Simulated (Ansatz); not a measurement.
## Hf: energy above lowest point against volume scale

Free energy against uniform scaling of the volume at fixed shape and fractions; periodic cell, basis, potentials, k mesh and filling as listed. The results are calculated, by Ansatz 0.2.0.

The cell before it is scaled or strained (space group Fm-3m, No. 225):
```
Hf
1.0
      0.0000     2.2274     2.2274
      2.2274     0.0000     2.2274
      2.2274     2.2274     0.0000
Hf
1
Direct
  0.00000 0.00000 0.00000
```

Settings of every row: functional r2SCAN; dispersion none; potentials PAW; wave cutoff 600 eV; density cutoff 2400 eV; k mesh 11x11x11; k shift 0x0x0; occupations cold; smearing width 0.1 eV; spin none.

Limits: coarse k mesh, up to 40 meV an atom off; no spin-orbit coupling, which can matter with elements this heavy.

```
row  volume scale  V (Å³/atom)  energy above lowest point (meV/atom)
  1        0.9406       20.789                                    39
  2        0.9703       21.445                                  12.5
  3             1       22.102                                     0
  4        1.0297       22.758                                     ?
  5        1.0594       23.414                                  11.5
```

Question: what energy above lowest point should row 4 give?

Worked fit of energy above lowest point. Take u = (V_r/V)^(2/3) − 1 with V_r = 21.773 Å³ an atom, which is twice the finite (Eulerian) strain; such expansions in the strain, on which the Birch-Murnaghan equation of state is built, carry the rest volume and the bulk modulus. The shown rows have u = 0.03131, 0.01017, -0.00995, -0.04729. Least squares give energy above lowest point = 4.56 + 604.5 × u + 15877 × u² meV/atom; a straight line predicts inner rows, each left out in turn, worse (root mean square 15 against 0.3 meV/atom). The rows lie off it by -0.1, 0.2, -0.1, 0.0. Its lowest point lies at u = -0.0190, or V = 22.41 Å³ an atom, and the curvature there gives the bulk modulus at fixed shape and fractions, B = (4/9)(1 + u)² E″(u)/V = 97.1 GPa. The withheld row has u = -0.02907, so the fit gives 4.56 + 604.5 × (-0.02907) + 15877 × (-0.02907)² = 0.4 meV/atom.

The calculation gave 0.1 meV/atom. The fit lies 0.3 meV/atom (300 % of the value, 0.77 % of the column's range) above it; its largest miss of a shown row is 0.2 meV/atom.
